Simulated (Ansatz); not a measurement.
A series in volume scale on TiPd

All results are calculated (Ansatz 0.2.0). Free energy against uniform scaling of the volume at fixed shape and fractions; periodic cell, basis, potentials, k mesh and filling as listed.

The cell before it is scaled or strained (space group Pm-3m, No. 221):
```
CELL_PARAMETERS angstrom
3.18000 0.00000 0.00000
0.00000 3.18000 0.00000
0.00000 0.00000 3.18000
ATOMIC_POSITIONS crystal
Ti 0.50000 0.50000 0.50000
Pd 0.00000 0.00000 0.00000
```

Settings of every row: functional PBEsol; dispersion none; potentials PAW; wave cutoff 500 eV; density cutoff 2000 eV; k mesh 9x9x9; k shift 0x0x0; occupations fermi dirac; smearing width 0.15 eV; spin none.

Limits: coarse k mesh, up to 40 meV an atom off.

```csv
row,volume scale,V (Å³/atom),pressure (GPa),energy above lowest point (meV/atom)
1,0.92,14.792,7.49,12.6
2,0.9467,15.222,?,?
3,0.9733,15.649,-2.53,0.7
4,1,16.079,-6.5,13
5,1.0267,16.508,-9.89,35
6,1.0533,16.936,-12.79,65.5
7,1.08,17.365,-15.25,103.1
```

Question: what pressure should row 2 give?

Worked fit of pressure. Take u = (V_r/V)^(2/3) − 1 with V_r = 16.294 Å³ an atom, which is twice the finite (Eulerian) strain; such expansions in the strain, on which the Birch-Murnaghan equation of state is built, carry the rest volume and the bulk modulus. The shown rows have u = 0.0666, 0.02729, 0.00889, -0.00866, -0.02543, -0.04155. Least squares give pressure = −8.268 + 193.06 × u + 621.3 × u² + 490 × u³ GPa; a parabola predicts inner rows, each left out in turn, worse (root mean square 0.025 against 0.0093 GPa). The rows lie off it by 0.00, 0.00, 0.00, 0.00, -0.01, 0.00. The pressure vanishes at u = 0.0380, or V = 15.41 Å³ an atom, and there the bulk modulus at fixed shape and fractions is B = −V dP/dV = (2/3)(1 + u) dP/du = 168 GPa. The withheld row has u = 0.04642, so the fit gives −8.268 + 193.06 × (0.04642) + 621.3 × (0.04642)² + 490 × (0.04642)³ = 2.08 GPa.

The calculation gave 2.09 GPa. The fit lies 0.01 GPa (0.044 % of the column's range) below it, one unit of the last digit.

The other values of row 2: energy above lowest point 0 meV/atom.
